## The first empty states of a metallic tungsten nitride

When extra electrons enter a metal and the bands stay as they are, they go into the states just above the Fermi level. In W$_3$N$_4$, how many such states lie within the first 1.2 eV, and are they more or less tungsten-like than the filled states just below?

W$_3$N$_4$ (Pm-3m, 7 atoms per cell, not relaxed), computed with Ansatz 0.2.0: scalar-relativistic PBE with plane waves and PAW, no spin polarisation or spin-orbit coupling. The cutoff is 500 eV, the k mesh 6x6x6 and the Gaussian smearing width 0.05 eV. States are counted in electrons per cell, and the shares come from Loewdin projections.

```
bottom of the window, from the Fermi level (eV)  top of the window (eV)  states in the window (per cell)  share of W 5d  share of N 2p  share of N 2s  share of W 6s
                                         -20.16                  -14.80                             8.00           0.18           0.00           0.68           0.10
                                         -11.37                   -7.57                             8.29           0.35           0.56           0.00           0.04
                                          -7.57                   -3.78                            13.12           0.38           0.58           0.02           0.00
                                          -1.20                    0.00                             2.35           0.83           0.15           0.00           0.00
                                          -0.25                    0.25                             2.51           0.78           0.20           0.01           0.00
                                           0.00                    1.20                                ?              ?              ?              ?              ?
```

Each row collects the states in one energy window, measured from the Fermi level, and each state holds one electron. The shares tell how the weight of these states is divided among atomic orbitals; they depend somewhat on the atomic orbitals chosen for this division. The lowest window shows the difference between counting states and dividing their weight. It holds 8 states, as many as four filled N 2s shells, yet only 0.68 of their weight is N 2s, because tungsten orbitals mix in.

Simple electron counting explains why the Fermi level lies among tungsten states. Three tungsten atoms bring 18 valence electrons, and four nitrogen atoms need 12 more to fill their 2p shells. Six electrons are left over, two per tungsten atom, and they occupy part of the W 5d band. This is a formal count and no measure of the charge on the atoms, but it fits the table: W 5d dominates both known windows that touch the Fermi level, while N 2p leads in the two windows between -11.37 and -3.78 eV. The table can't confirm the number six, because about 6.2 of the valence electrons lie between -3.78 and -1.20 eV, a range that it leaves out.

The states near the Fermi level are not pure W 5d; they also contain some N 2p. When a 5d orbital meets a 2p orbital of a neighbouring nitrogen atom, the two form a bonding combination at lower energy and an antibonding one at higher energy. Since the 5d level lies above the 2p level, the antibonding combination is mostly tungsten. The stronger the coupling, the higher this combination is pushed and the more N 2p it contains. Climbing through an antibonding band should therefore mean a growing nitrogen share, provided that the coupling to nitrogen, and not the direct coupling between tungsten atoms, sets the order of the states.

Two coupled levels turn this argument into a formula. Let $E_p$ and $E_d$ be the energies of the two orbitals before they mix, $V$ their coupling, $c_p$ and $c_d$ their amplitudes in the mixed state, and $E$ the energy of that state. Then

$$(E-E_p)\,c_p = V c_d, \qquad (E-E_d)\,c_d = V c_p .$$

Dividing the first equation by the second removes the coupling:

$$\frac{c_d^2}{c_p^2}=\frac{E-E_p}{E-E_d}=1+\frac{E_d-E_p}{E-E_d}.$$

Above $E_d$ this ratio of tungsten to nitrogen weight falls as the energy rises.

The windows from -1.20 to 0 eV and from -0.25 to 0.25 eV fix the two constants, with the centre of each window taken as $E$. The result is $E_d\approx-1.7$ eV and $E_p\approx-6.5$ eV. Two constants drawn from two rows must reproduce those rows, so the agreement there is no test. The constants serve to carry the trend upwards and are not measured orbital energies.

The row for the window from 0 to 1.20 eV played no part in fixing them. The forecast isn't fully independent, though, because the lowest 0.25 eV of this window also belongs to the narrow one. The centre of the withheld window lies at 0.6 eV. There the formula gives

$$\frac{c_d^2}{c_p^2}\approx\frac{0.6+6.5}{0.6+1.7}\approx 3.1 .$$

If W 5d and N 2p together keep the 0.98 of the weight that they have in the narrow window, the W 5d share becomes $0.98\times3.1/4.1\approx0.74$. The remaining 0.24 is N 2p.

The number of states is harder to foresee, because the density changes abruptly. The narrow window around the Fermi level averages about 5 states per eV, the window from -1.20 to 0 eV only about 2. Continuing either density over 1.2 eV gives the two ends of a range, and its middle is the forecast. The range has to be wide, since the k mesh is coarse for so narrow a window and the height of a peak there is uncertain.

The forecasts for the window from 0 to 1.20 eV are:

- states: 4.2 ± 1.8;
- W 5d share: 0.74 ± 0.05;
- N 2p share: 0.24 ± 0.05.

The ranges of the shares equal the change between the two windows used, which is a judgement and not a statistical error. In words, the window should hold more states than the equally wide one below the Fermi level, still mainly W 5d but with somewhat more N 2p.

The withheld rows as computed:

```
bottom of the window, from the Fermi level (eV)  top of the window (eV)  states in the window (per cell)  share of W 5d  share of N 2p  share of N 2s  share of W 6s
                                           0.00                    1.20                             4.64           0.75           0.22           0.01           0.01
```

All three values fall within their ranges, and the forecast in words holds too. The count is 4.64, so the forecast was about 0.5 states too low. The W 5d share was forecast 0.01 too low and the N 2p share 0.02 too high.

The count also shows that the states above the Fermi level don't all belong to the narrow window around it. Suppose that all 2.51 states of the narrow window lay above the Fermi level, which is the extreme case. Then $4.64-2.51=2.13$ states would still remain between 0.25 and 1.20 eV, or about 2.2 per eV. Even this lower bound is slightly above the mean density just below the Fermi level. How far the high density of the narrow window extends upwards stays open. The finer shape of the peak is uncertain too, because the k mesh is coarse and because spin-orbit coupling, left out here, can shift W 5d states by some tenths of an eV.

The clearest evidence for the change in character comes from the two windows of equal width on either side of the Fermi level, which do not overlap. From the lower to the upper one, the W 5d share falls from 0.83 to 0.75 and the N 2p share rises from 0.15 to 0.22. That is the direction expected in an antibonding band. It doesn't single out the two-level formula, however. Keeping the N 2p share of the narrow window unchanged would have missed by 0.02 as well, only on the other side.

The deeper windows show where the formula breaks down. Between -11.37 and -7.57 eV it gives tungsten 0.28 of the combined 5d and 2p weight, whereas the table gives 0.38. The centre of the next window lies between $E_p$ and $E_d$, where two coupled levels have no state at all. A real crystal has many 5d and 2p orbitals with different couplings. Here even the nitrogen atoms differ: one has six tungsten neighbours, the other three have four each. In the window from -11.37 eV the first alone holds about a third of the electron density, and each of the others about a tenth; in the next window each of the others holds more than the first. A single pair of levels can't follow such differences, which is a likely reason for the failure. The printed output after the text lists the constants, the forecasts and these comparisons.

One question stays open: would filling the states above the Fermi level really weaken the W–N bonds? The shares tell how much of each orbital is present, but not whether neighbouring orbitals meet in phase or out of phase. The energy order argues for antibonding states, and a bond-resolved analysis could test it. Such a test should start from a relaxed cell. The present one was used as it came, and its stress was not computed in these runs; the warning of strong stress that accompanies the data rests on the data makers' tests on other systems. Relaxing the cell could change the W–N distances, and with them the coupling, the orbital shares and the number of states in each window.

Printed output of the fit:

```
Windows and mean densities:
     row  centre in eV  states per eV
  -20.16        -17.48          1.493
  -11.37         -9.47          2.182
   -7.57        -5.675          3.462
    -1.2          -0.6          1.958
   -0.25             0           5.02
     0.0           0.6          3.867
Electrons in the unlisted range from -3.78 to -1.20 eV: 6.24
Mean density in that unlisted range, states per eV: 2.419
Density of the narrow window over that of the window just below the Fermi level: 2.563
Forecast of states from 0 to 1.20 eV: 4.187
Half-range of that forecast, states: 1.837
Computed states from 0 to 1.20 eV: 4.64
Miss in states, forecast less computed: -0.453
Working constant Ed in eV from the Fermi level: -1.665
Working constant Ep in eV from the Fermi level: -6.495
Forecast W 5d share: 0.7428
Half-range of the W 5d share: 0.05
Computed W 5d share: 0.75
Miss in W 5d share, forecast less computed: -0.007179
Forecast N 2p share: 0.2372
Half-range of the N 2p share: 0.05
Computed N 2p share: 0.22
Miss in N 2p share, forecast less computed: 0.01718
Miss in W 5d share if it stays as in the narrow window: 0.03
Miss in W 5d share if it follows a straight line: -0.02
Two-level W 5d part of the d and p weight in the window from -11.37 eV: 0.276
Table W 5d part of the d and p weight in the window from -11.37 eV: 0.3846
Centre of the window from -7.57 eV less Ep, in eV: 0.8197
```
